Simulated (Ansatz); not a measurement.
## ZrZn: the change of pressure with volume scale

All results are calculated (Ansatz 0.2.0). Periodic Kohn-Sham DFT of a crystal at fixed atoms, scaled to volume_scale times the given cell; pressure positive in compression, energy less spherical unpolarised free atoms, largest_vzz the field gradient of largest size among the nuclei.

The cell before it is scaled or strained (space group Pm-3m, No. 221):
```
ZrZn
1.0
      3.3360     0.0000     0.0000
      0.0000     3.3360     0.0000
      0.0000     0.0000     3.3360
Zr Zn
1 1
Direct
  0.50000 0.50000 0.50000
  0.00000 0.00000 0.00000
```

Settings of every row: method all-electron PAW; functional PBEsol; relativity scalar; k mesh 10x10x10; filling fermi-dirac; smearing width 0.08 eV; nucleus gaussian.

Atom start moment: 0 on all atoms.

| row | volume scale | V (Å³/atom) | pressure (GPa) |
| --- | --- | --- | --- |
| 1 | 0.94 | 17.449 | 2.808 |
| 2 | 0.96 | 17.82 | 0.199 |
| 3 | 0.98 | 18.192 | ? |
| 4 | 0.99 | 18.377 | -3.222 |
| 5 | 1 | 18.563 | -4.244 |
| 6 | 1.01 | 18.749 | -5.212 |
| 7 | 1.02 | 18.934 | -6.128 |
| 8 | 1.04 | 19.306 | -7.817 |
| 9 | 1.06 | 19.677 | -9.33 |

Question: what pressure should row 3 give?

Worked fit of pressure. Take u = (V_r/V)^(2/3) − 1 with V_r = 18.656 Å³ an atom, which is twice the finite (Eulerian) strain; such expansions in the strain, on which the Birch-Murnaghan equation of state is built, carry the rest volume and the bulk modulus. The shown rows have u = 0.0456, 0.03104, 0.0101, 0.00334, -0.00331, -0.00981, -0.02257, -0.0349. Least squares give pressure = −4.736 + 145.74 × u + 416.23 × u² + 345 × u³ GPa; a parabola predicts inner rows, each left out in turn, worse (root mean square 0.0056 against 0.0017 GPa). The rows lie off it by 0.000, 0.000, -0.001, 0.001, 0.002, -0.002, 0.000, 0.000. The pressure vanishes at u = 0.0299, or V = 17.85 Å³ an atom, and there the bulk modulus at fixed shape and fractions is B = −V dP/dV = (2/3)(1 + u) dP/du = 118 GPa. The withheld row has u = 0.01693, so the fit gives −4.736 + 145.74 × (0.01693) + 416.23 × (0.01693)² + 345 × (0.01693)³ = -2.148 GPa.

The calculation gave -2.143 GPa. The fit lies 0.005 GPa (0.041 % of the column's range) below it; its largest miss of a shown row is 0.002 GPa.
